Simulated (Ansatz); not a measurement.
TiHg: energy above lowest point against volume scale

Free energy against uniform scaling of the volume at fixed shape and fractions; periodic cell, basis, potentials, k mesh and filling as listed. The results are calculated, by Ansatz 0.2.0.

The cell before it is scaled or strained (space group P4/mmm, No. 123):
```
cell vectors (Å)
   3.0090     0.0000     0.0000
   0.0000     3.0090     0.0000
   0.0000     0.0000     4.0410
atoms (fractions of the cell vectors)
Ti  0.50000  0.50000  0.50000
Hg  0.00000  0.00000  0.00000
```

Settings of every row: functional LDA; dispersion none; potentials all-electron LAPW; k mesh 10x10x7; k shift 0x0x0; occupations fermi dirac; smearing width 0.05 eV; spin none.

Limits: coarse k mesh, up to 40 meV an atom off; no spin-orbit coupling, which can matter with elements this heavy.

| row | volume scale | V (Å³/atom) | energy above lowest point (meV/atom) |
| --- | --- | --- | --- |
| 1 | 0.94 | 17.196 | 0 |
| 2 | 0.96 | 17.562 | 1.6 |
| 3 | 0.98 | 17.928 | 9.2 |
| 4 | 1 | 18.294 | ? |
| 5 | 1.02 | 18.66 | 39.8 |
| 6 | 1.04 | 19.026 | 61.5 |
| 7 | 1.06 | 19.391 | 86.9 |

Question: what energy above lowest point should row 4 give?

Worked fit of energy above lowest point. Take u = (V_r/V)^(2/3) − 1 with V_r = 18.294 Å³ an atom, which is twice the finite (Eulerian) strain; such expansions in the strain, on which the Birch-Murnaghan equation of state is built, carry the rest volume and the bulk modulus. The shown rows have u = 0.04213, 0.0276, 0.01356, -0.01312, -0.02582, -0.03808. Least squares give energy above lowest point = 22.14 − 1152.6 × u + 14621 × u² + 6243 × u³ meV/atom; a parabola predicts inner rows, each left out in turn, worse (root mean square 0.16 against 0.059 meV/atom). All shown rows lie on it to the printed digit. Its lowest point lies at u = 0.0385, or V = 17.29 Å³ an atom, and the curvature there gives the bulk modulus at fixed shape and fractions, B = (4/9)(1 + u)² E″(u)/V = 136 GPa. Letting shape and atoms relax would as a rule lower it, by much in layered, chain or molecular crystals. The withheld row has u = 0, so the fit gives 22.14 − 1152.6 × (0) + 14621 × (0)² + 6243 × (0)³ = 22.1 meV/atom.

The calculation gave 22.2 meV/atom. The fit lies 0.1 meV/atom (0.12 % of the column's range) below it, one unit of the last digit.
